**First-order ζ against the Dirac-Fock 4p splitting in 59-electron ions**

The table holds the 4p eigenvalue splitting from four-component Dirac-Coulomb Hartree-Fock beside (l+1/2)ζ and ⟨r⁻³⟩ from non-relativistic Hartree-Fock, both averaged over the configuration, for 19 ions from Pr to Bi24+. The program tests whether the parameter-free hydrogen-like factor H(Z), the exact Dirac splitting divided by its first-order value, explains the ratio of the two, and compares it with criteria based on the binding energy. First order falls 17.7 to 26.9 % short of the Dirac value, the field that ζ samples corresponds to about Z − 2.5, and H(Z) − 1 amounts to 61 to 81 % of the excess, leaving a shortfall of 5.0 to 6.9 %. Descriptive fits of the remainder leave patterned residuals above the rounding, and the remainder stops falling or falls more slowly where electrons move into 4f. Further output for Eu4+ shows the remainder growing from 2p to 5p, and puts the Breit term, absent from both columns, near 1 % of the splitting.

Calculated values. Pr and ions with 59 electrons, B-spline radial atomic code version 1, radial basis limit: Hartree-Fock averaged over the nl configuration, Dirac-Coulomb with a Fermi nucleus and non-relativistic with a point nucleus. ζ is (α²/2)⟨(1/r) dV/dr⟩ on the non-relativistic orbital, V being the nuclear and Hartree field without the orbital's own charge; it has no exchange or spin-other-orbit part.

## Program and output

```python
# Table: 4p spin-orbit splitting of 59-electron ions, B-spline radial atomic code: Dirac-Coulomb
# Hartree-Fock eigenvalue difference vs first-order (l+1/2)zeta from non-relativistic HF (config. average).
# Tested: does the one-electron Dirac/first-order factor H(Z) explain the ratio; rivals; remainder Y=ratio/H.
T = {
    'ion': ['Pr', 'Pm2+', 'Sm3+', 'Eu4+', 'Tb6+', 'Dy7+', 'Ho8+', 'Er9+', 'Yb11+', 'Lu12+', 'Hf13+', 'W15+', 'Re16+', 'Os17+', 'Pt19+', 'Au20+', 'Hg21+', 'Pb23+', 'Bi24+'],
    'Z': [59, 61, 62, 63, 65, 66, 67, 68, 70, 71, 72, 74, 75, 76, 78, 79, 80, 82, 83],
    'charge': [0, 2, 3, 4, 6, 7, 8, 9, 11, 12, 13, 15, 16, 17, 19, 20, 21, 23, 24],  # e
    'configuration': ['[Xe] 4f3 6s2', '[Xe] 4f5', '[Xe] 4f5', '[Xe] 4f5', '[Kr] 4d10 4f8 5s2 5p3', '[Kr] 4d10 4f9 5s2 5p2', '[Kr] 4d10 4f10 5s2 5p1', '[Kr] 4d10 4f10 5s2 5p1', '[Kr] 4d10 4f11 5s2', '[Kr] 4d10 4f11 5s2', '[Kr] 4d10 4f11 5s2', '[Kr] 4d10 4f11 5s2', '[Kr] 4d10 4f11 5s2', '[Kr] 4d10 4f12 5s1', '[Kr] 4d10 4f12 5s1', '[Kr] 4d10 4f12 5s1', '[Kr] 4d10 4f13', '[Kr] 4d10 4f13', '[Kr] 4d10 4f13'],
    'e_mean': [-237.989, -271.362, -301.846, -335.115, -383.691, -413.351, -444.173, -484.961, -562.786, -609.281, -657.801, -760.731, -815.07, -858.712, -975.671, -1036.92, -1085.65, -1216.24, -1284.24],  # eV
    'split': [21.25, 25.37, 27.76, 30.37, 35.41, 38.28, 41.34, 44.87, 52.35, 56.66, 61.27, 71.49, 77.12, 82.46, 95.53, 102.7, 109.4, 126.0, 135.0],  # eV
    'first_order': [17.48, 20.7, 22.62, 24.7, 28.37, 30.51, 32.76, 35.44, 40.95, 44.15, 47.57, 55.03, 59.1, 62.75, 71.97, 76.96, 81.38, 92.59, 98.63],  # eV
    'ratio': [1.215, 1.226, 1.227, 1.229, 1.248, 1.255, 1.262, 1.266, 1.278, 1.283, 1.288, 1.299, 1.305, 1.314, 1.327, 1.334, 1.345, 1.36, 1.369],
    'r_m3': [284.6, 325.4, 349.7, 375.5, 417.6, 442.1, 467.3, 497.8, 558.2, 593.2, 629.8, 708.3, 750.2, 785.7, 877.3, 925.9, 966.5, 1072, 1128],  # bohr⁻³
}
import re
import numpy as np
from scipy.constants import alpha as a, physical_constants as pc
Eh = pc['Hartree energy in eV'][0]; fm = 1e-15/pc['Bohr radius'][0]
Z, e, S, F, R, r3 = (np.array(T[k], float) for k in ('Z','e_mean','split','first_order','ratio','r_m3'))
ion = T['ion']; cf = T['configuration']
nf = np.array([int(re.search(r'4f(\d+)', c).group(1)) for c in cf], float)
def H(n, l, z):
    E = lambda k: (1 + (z*a/(n - k + np.sqrt(k*k - (z*a)**2)))**2)**-0.5
    return (E(l+1) - E(l))/((z*a)**4/(2*n**3*l*(l+1)))
Zi = F/Eh/(0.75*a*a*r3); Zo = 4*np.sqrt(-2*e/Eh); h = H(4, 1, Z); Y = R/h
def fit(cols, y):
    A = np.array(cols).T; p = np.linalg.lstsq(A, y, rcond=None)[0]; return p, y - A@p
def rep(name, p, r):
    w = np.argmax(abs(r)); print(f"{name}: par {np.round(p,4)} rms {np.sqrt(np.mean(r**2)):.4f} worst {ion[w]} {r[w]:+.4f}")
p3, res3 = fit([1/Zo, nf/Zo], Y-1)
print("ion Z n4f gap/eV miss% (Za)^2 Z-Zi Zo S/|e|% H(Z) H(Zo) share% Y resY(M3)")
for i in range(len(Z)):
    print(f"{ion[i]} {Z[i]:.0f} {nf[i]:.0f} {S[i]-F[i]:.2f} {100*(1-F[i]/S[i]):.1f} {(Z[i]*a)**2:.3f} {Z[i]-Zi[i]:.2f} {Zo[i]:.1f} "
          f"{-100*S[i]/e[i]:.2f} {h[i]:.3f} {H(4,1,Zo[i]):.3f} {100*(h[i]-1)/(R[i]-1):.0f} {Y[i]:.4f} {res3[i]:+.4f}")
print("miss=1-first/Dirac; share=(H-1)/(ratio-1); rounding floor: ratio 0.0005, Y about 0.0004")
sl = lambda y: np.polyfit(np.log(Z), np.log(y), 1)[0]
print(f"exponents in Z: split {sl(S):.2f} first {sl(F):.2f} <r-3> {sl(r3):.2f} ratio-1 {sl(R-1):.2f} H-1 {sl(h-1):.2f} S/|e| {sl(-S/e):.2f}")
c = 100*(1 - F*h/S); ci = 100*(1 - F*H(4, 1, Zi)/S)
print(f"miss after x H(Z): {c.min():.1f} to {c.max():.1f} %; after x H(Zi): {ci.min():.1f} to {ci.max():.1f} %")
rep("rival ratio-1 = c*S/|e|", *fit([-S/e], R-1))
rep("rival ratio-1 = c*(Za)^2", *fit([(Z*a)**2], R-1))
rep("M1 Y-1 = c", *fit([Z*0+1], Y-1))
rep("M2 Y-1 = c/Z", *fit([1/Z], Y-1))
rep("M2b Y-1 = c/Zo", *fit([1/Zo], Y-1))
rep("M3 Y-1 = (a+b*n4f)/Zo", p3, res3)
dZ = np.diff(Z); dY = np.diff(Y)/dZ; dR = np.diff(R)/dZ
same = np.array([cf[i] == cf[i+1] for i in range(len(Z)-1)])
for nm, m in (("same config", same), ("changed config", ~same)):
    print(f"{nm} ({m.sum()} steps): dY/dZ mean {dY[m].mean():+.4f} range {dY[m].min():+.4f}..{dY[m].max():+.4f}; dratio/dZ mean {dR[m].mean():.4f}")
print("changed steps dY/dZ:", " ".join(f"{ion[i]}>{ion[i+1]} {dY[i]:+.4f}" for i in np.where(~same)[0]))
# further output of the same runs, Eu4+: eps(j-), eps(j+), zeta (hartree), <r-3>(j+) Dirac, <r-3> non-rel.
Eu = {(2,1): (-284.73,-260.85,13.764,9361.546,8489.587), (3,1): (-62.705,-57.738,2.7975,1985.551,1732.707),
      (4,1): (-13.507,-12.391,0.6051,433.69,375.49), (5,1): (-2.7955,-2.6159,0.089205,64.237,55.47),
      (3,2): (-45.879,-44.813,0.41615,295.16,293.5), (4,2): (-7.7725,-7.5679,0.075072,54.0,53.601)}
print("further output Eu4+: shell ratio H(n,l,63) Y <r-3>(j=l+1/2) Dirac/non-rel")
q = {}
for (n, l), v in Eu.items():
    q[n, l] = (v[1]-v[0])/((l+0.5)*v[2]); hh = H(n, l, 63.0)
    print(f"  {n}{'spd'[l]} {q[n,l]:.3f} {hh:.3f} {q[n,l]/hh:.3f} {v[3]/v[4]:.3f}")
iE = ion.index('Eu4+'); iA = ion.index('Au20+')
print(f"further output Au20+: <r-3>(4p3/2) Dirac/non-rel {1180.362/r3[iA]:.3f}")
rf = (2.1429*0.8007 + 2.8571*0.80765)/5
print(f"further output Eu4+: <r> Dirac/non-rel 4f {rf/0.77721:.3f} 4d {(4*0.64283+6*0.65271)/10/0.64772:.3f} 4p1/2 {0.57741/0.61053:.3f} 4p3/2 {0.60429/0.61053:.3f}")
for nm, i, b1, b3, rho, rr in (("Eu4+", iE, 0.0453, 0.03207, 65.576, 5.1115), ("Au20+", iA, 0.12354, 0.082849, 561.33, 5.4371)):
    fn = 2*np.pi/3*Z[i]*rho*(rr*fm)**2*Eh
    print(f"further output {nm}: Breit change of split {(b3-b1)*Eh:+.2f} eV ({100*(b3-b1)*Eh/S[i]:+.1f} %); finite nucleus crude ~{fn:.0e} eV")
assert np.all(np.diff(R) > 0) and np.all(R > 1.2)
assert np.all((Z-Zi > 1.5) & (Z-Zi < 4))
assert np.all(h < R) and np.all(h > 1.1)
assert q[2,1] < q[3,1] < q[4,1] < q[5,1]
```

Output:

```
ion Z n4f gap/eV miss% (Za)^2 Z-Zi Zo S/|e|% H(Z) H(Zo) share% Y resY(M3)
Pr 59 3 3.77 17.7 0.185 2.48 16.7 8.93 1.131 1.009 61 1.0739 +0.0037
Pm2+ 61 5 4.67 18.4 0.198 2.47 17.9 9.35 1.142 1.011 63 1.0737 -0.0007
Sm3+ 62 5 5.14 18.5 0.205 2.48 18.8 9.20 1.147 1.012 65 1.0696 -0.0010
Eu4+ 63 5 5.67 18.7 0.211 2.47 19.9 9.06 1.153 1.013 67 1.0661 -0.0008
Tb6+ 65 8 7.04 19.9 0.225 2.49 21.2 9.23 1.164 1.015 66 1.0719 -0.0017
Dy7+ 66 9 7.77 20.3 0.232 2.50 22.0 9.26 1.170 1.016 67 1.0724 -0.0021
Ho8+ 67 10 8.58 20.8 0.239 2.49 22.9 9.31 1.176 1.018 67 1.0727 -0.0025
Er9+ 68 10 9.43 21.0 0.246 2.49 23.9 9.25 1.183 1.019 69 1.0704 -0.0016
Yb11+ 70 11 11.40 21.8 0.261 2.50 25.7 9.30 1.196 1.023 70 1.0686 -0.0012
Lu12+ 71 11 12.51 22.1 0.268 2.52 26.8 9.30 1.203 1.024 72 1.0667 -0.0004
Hf13+ 72 11 13.70 22.4 0.276 2.50 27.8 9.31 1.210 1.026 73 1.0647 +0.0001
W15+ 74 11 16.46 23.0 0.292 2.51 29.9 9.40 1.224 1.031 75 1.0610 +0.0009
Re16+ 75 11 18.02 23.4 0.300 2.51 31.0 9.46 1.232 1.033 76 1.0593 +0.0012
Os17+ 76 12 19.71 23.9 0.308 2.51 31.8 9.60 1.240 1.035 76 1.0599 +0.0009
Pt19+ 78 12 23.56 24.7 0.324 2.51 33.9 9.79 1.256 1.040 78 1.0565 +0.0012
Au20+ 79 12 25.74 25.1 0.332 2.52 34.9 9.90 1.264 1.042 79 1.0550 +0.0013
Hg21+ 80 13 28.02 25.6 0.341 2.52 35.7 10.08 1.273 1.044 79 1.0564 +0.0018
Pb23+ 82 13 33.41 26.5 0.358 2.53 37.8 10.36 1.291 1.050 81 1.0532 +0.0016
Bi24+ 83 13 36.37 26.9 0.367 2.54 38.9 10.51 1.301 1.053 81 1.0525 +0.0022
miss=1-first/Dirac; share=(H-1)/(ratio-1); rounding floor: ratio 0.0005, Y about 0.0004
exponents in Z: split 5.41 first 5.07 <r-3> 4.03 ratio-1 1.58 H-1 2.43 S/|e| 0.37
miss after x H(Z): 5.0 to 6.9 %; after x H(Zi): 6.7 to 8.0 %
rival ratio-1 = c*S/|e|: par [3.0202] rms 0.0346 worst Pm2+ -0.0564
rival ratio-1 = c*(Za)^2: par [1.0424] rms 0.0117 worst Pr +0.0218
M1 Y-1 = c: par [0.0644] rms 0.0072 worst Bi24+ -0.0120
M2 Y-1 = c/Z: par [4.5355] rms 0.0029 worst Eu4+ -0.0059
M2b Y-1 = c/Zo: par [1.5796] rms 0.0105 worst Pr -0.0205
M3 Y-1 = (a+b*n4f)/Zo: par [0.9394 0.078 ] rms 0.0016 worst Pr +0.0037
same config (11 steps): dY/dZ mean -0.0021 range -0.0042..-0.0007; dratio/dZ mean 0.0053
changed config (7 steps): dY/dZ mean +0.0007 range -0.0009..+0.0029; dratio/dZ mean 0.0079
changed steps dY/dZ: Pr>Pm2+ -0.0001 Eu4+>Tb6+ +0.0029 Tb6+>Dy7+ +0.0005 Dy7+>Ho8+ +0.0003 Er9+>Yb11+ -0.0009 Re16+>Os17+ +0.0006 Au20+>Hg21+ +0.0014
further output Eu4+: shell ratio H(n,l,63) Y <r-3>(j=l+1/2) Dirac/non-rel
  2p 1.157 1.154 1.002 1.103
  3p 1.184 1.159 1.022 1.146
  4p 1.230 1.153 1.067 1.155
  5p 1.342 1.147 1.170 1.158
  3d 1.025 1.038 0.987 1.006
  4d 1.090 1.043 1.045 1.007
further output Au20+: <r-3>(4p3/2) Dirac/non-rel 1.275
further output Eu4+: <r> Dirac/non-rel 4f 1.035 4d 1.002 4p1/2 0.946 4p3/2 0.990
further output Eu4+: Breit change of split -0.36 eV (-1.2 %); finite nucleus crude ~2e-03 eV
further output Au20+: Breit change of split -1.11 eV (-1.1 %); finite nucleus crude ~3e-02 eV
```
